The band gap is the least energy needed to create a free electron and a free hole in an insulator. Here seven levels of theory are applied to one and the same crystal, a stacking variant of diamond in which every carbon atom has four neighbours. The least direct gap counts only transitions that keep the wave vector, whereas the band gap may join different wave vectors. Since the atoms stay in place from row to row, the spread comes mainly from how each level treats the electrons. The k meshes also differ, which is expected to matter far less but was not fully tested.

Carbon in the 4H polytype (P6_3/mmc, 8 atoms per cell, a = 2.510 Å, c = 8.280 Å), computed with Ansatz 0.2.0 (plane-wave PAW, no spin polarisation) at the fixed r2SCAN geometry. The k mesh is 12×12×4 for LDA, PBE and r2SCAN, and 6×6×2 for HSE06, PBE0, DDH-PBE0 and LC-wPBE. Gaps are the least over the mesh and selected extra k points, except for LC-wPBE, where only the mesh was searched. Its band gap is therefore probably slightly too high: in HSE06, on the same mesh, adding a point near the conduction minimum lowers the gap by 0.06 eV.

| level of theory | band gap (eV) | least direct gap (eV) |
| --- | --- | --- |
| PBE | 4.568 | 5.325 |
| r2SCAN | 4.798 | 5.592 |
| HSE06 | 5.728 | 6.694 |
| PBE0 | 6.491 | 7.437 |
| LDA | 4.529 | 5.271 |
| DDH-PBE0 | 5.884 | 6.769 |
| LC-wPBE | 11.232 | 11.980 |

**(a) Which level gives a gap that can't be believed, and would the difference between the two gaps have betrayed it?**

*Solution.* LC-wPBE stands apart. Its gap of 11.2 eV lies 4.7 eV above the next highest value, while the other six levels together span 2.0 eV. Standing alone is a reason for suspicion but not yet a verdict, because six methods can share an error.

A better yardstick is DDH-PBE0, which takes its share of exact exchange from the crystal's own dielectric response. It gives 5.9 eV, so LC-wPBE is almost twice as high. Ordinary cubic diamond has a measured gap of roughly 5.5 eV, as recalled. That is a different stacking, and its value includes the zero-point motion of the atoms, which lowers the gap by a few tenths of an eV. Neither difference comes near to explaining an excess of more than 5 eV.

The difference between the two gaps gives no alarm. The direct gap exceeds the band gap by 0.75 eV in LC-wPBE and by 0.76 eV in PBE. With the extra k point that the other levels include, the LC-wPBE difference would probably be nearer 0.8 eV, which is still unremarkable among these levels. Both gaps have opened by almost the same amount. The failure shows in their size and not in their difference. Whether the bands further from the gap keep their shape can't be read from this table.

**(b) LC-wPBE uses exact exchange in full between distant electrons and a semilocal formula between close ones. Why does this open the gap so far, and is the size of the effect reasonable?**

*Solution.* Exact exchange frees an electron in a filled level from repelling itself. An empty level gets no such relief, so filled levels sink relative to empty ones. In the PBE, r2SCAN and HSE06 runs both gaps start from the same filled level, the one with zero wave vector, and the same is assumed for LC-wPBE. Lowering it opens both gaps alike, and only the two empty levels can change the difference between them. These levels rise, because they lose the attraction of the semilocal formula that exact exchange replaces. The distant part of the interaction varies slowly in space, so it is expected to raise both by nearly the same amount. This accounts for a nearly equal opening of the two gaps. Their agreement to the second decimal means nothing more, since the LC-wPBE band gap was read on the mesh alone and may be too high by some hundredths of an eV.

The table supports this picture. PBE0 differs from HSE06 only in keeping its exact exchange at long distance, and this step raises the band gap and the direct gap almost equally, by 0.76 and 0.74 eV. The step from PBE to HSE06 adds exchange at short distance, where the shapes of the orbitals matter. It raises the two gaps less evenly, by 1.16 and 1.37 eV.

How strong should the distant part be? Two charges in an insulating liquid offer a simple comparison: far apart, their interaction is weakened by the dielectric constant $\varepsilon$, because the liquid between them polarises. The electrons of a crystal do the same around an added electron or hole, so distant exchange should carry a weight of about $1/\varepsilon$. The comparison holds only beyond about a bond length, and it gives the weight of the exchange, not the gap itself.

Two limits frame the problem. Around a small molecule there is mostly vacuum, $\varepsilon$ is 1, and full exchange at long distance is right. In a metal $\varepsilon$ grows without bound, and the distant part should vanish. Diamond, with $\varepsilon$ roughly 5.7 as recalled, needs a weight of less than one fifth, yet LC-wPBE treats the crystal as if it were a molecule in vacuum.

The size can be estimated by taking the gap to grow in proportion to the amount of exact exchange. PBE0 contains one quarter of it at all distances and lies 1.923 eV above PBE, so full exchange everywhere would open the gap by

$$4\times 1.923\ \text{eV}\approx 7.7\ \text{eV}.$$

The quarter that HSE06 leaves out at long distance is worth 0.763 eV, so full exchange in that far region alone would give

$$4\times 0.763\ \text{eV}\approx 3.1\ \text{eV}.$$

In its usual form LC-wPBE switches to exact exchange at about a bond length, closer in than the distance at which HSE06 drops it. The range parameter of this row is not recorded, so the usual form is an assumption here. With it, the opening should fall between the two estimates, and the computed 6.7 eV above PBE does. The LC-wPBE row did not enter the estimate. The bracket is wide, and multiplying by four also magnifies any error from the coarser k mesh of the hybrids, so it shows that the size of the effect is reasonable but does not predict the gap.

The same proportionality can be checked on DDH-PBE0. Its gap corresponds to an exchange fraction of 0.17, whose inverse is 5.8, close to the recalled dielectric constant. This level is built with a fraction of $1/\varepsilon$, but the value used is not listed, so the check is one of consistency only. It also covers only fractions below one quarter and says nothing about the extrapolation to full exchange. The differences and estimates used here are collected in the output below.

**(c) LDA and PBE are built from different formulas for exchange and correlation, yet they nearly agree. Does their agreement make their gap trustworthy?**

*Solution.* No. They differ by only 0.04 eV, but they lie 1.3 eV (PBE) and 1.4 eV (LDA) below DDH-PBE0. For PBE that is a shortfall of 22 % relative to the DDH-PBE0 gap. Their agreement shows that the density gradient, which PBE adds to LDA, matters little for this gap. It does not test what the two have in common.

What they share is a local potential that acts on filled and empty levels alike. In exact theory this potential jumps by a constant when an electron is added to the insulator, and the jump is part of the true gap. LDA and PBE have no such jump, so their gap comes out too small. r2SCAN, which also looks at the kinetic energy density of the orbitals, recovers only 0.23 eV relative to PBE.

The hybrids can now be placed by one question: how does their exact exchange compare with $1/\varepsilon$? PBE0 uses one quarter at all distances, which would suit a material with $\varepsilon$ of 4. That is too much for this crystal, and its gap lies 0.6 eV above that of DDH-PBE0. HSE06 has the same quarter at short distance and none far away. The excess and the deficit largely offset each other, which brings it within 0.2 eV of DDH-PBE0.

The same question serves for a neighbouring insulator. By this argument, the more easily its electrons polarise, the more a fixed share of distant exchange overshoots. An estimate of $\varepsilon$ is therefore a better guide to the choice of method than the agreement of two functionals of the same kind.

Numerical output:

```
Gaps relative to PBE and to DDH-PBE0 in eV:
       row  gap less PBE  direct gap less PBE  direct less indirect  gap less DDH
       PBE             0                    0                 0.757        -1.316
    r2SCAN          0.23                0.267                 0.794        -1.086
     HSE06          1.16                1.369                 0.966        -0.156
      PBE0         1.923                2.112                 0.946         0.607
       LDA        -0.039               -0.054                 0.742        -1.355
  DDH-PBE0         1.316                1.444                 0.885             0
   LC-wPBE         6.664                6.655                 0.748         5.348
Spread of the six levels without LC-wPBE, eV: 1.962
LC-wPBE above the next highest level, eV: 4.741
LC-wPBE gap divided by DDH-PBE0 gap: 1.909
PBE shortfall against DDH-PBE0, percent: 22.37
PBE less LDA, eV: 0.039
Step HSE06 to PBE0 in the gap, eV: 0.763
Step HSE06 to PBE0 in the direct gap, eV: 0.743
Estimated opening by full exchange in the tail that HSE06 removes, eV: 3.052
Estimated opening by full exchange at all distances, eV: 7.692
Computed opening from PBE to LC-wPBE, eV: 6.664
Exchange fraction of DDH-PBE0 inferred from the gaps: 0.1711
Inverse of that fraction, to compare with a recalled dielectric constant near 5.7: 5.845
HSE06 gap lowered by adding the conduction minimum, eV: 0.06147
```
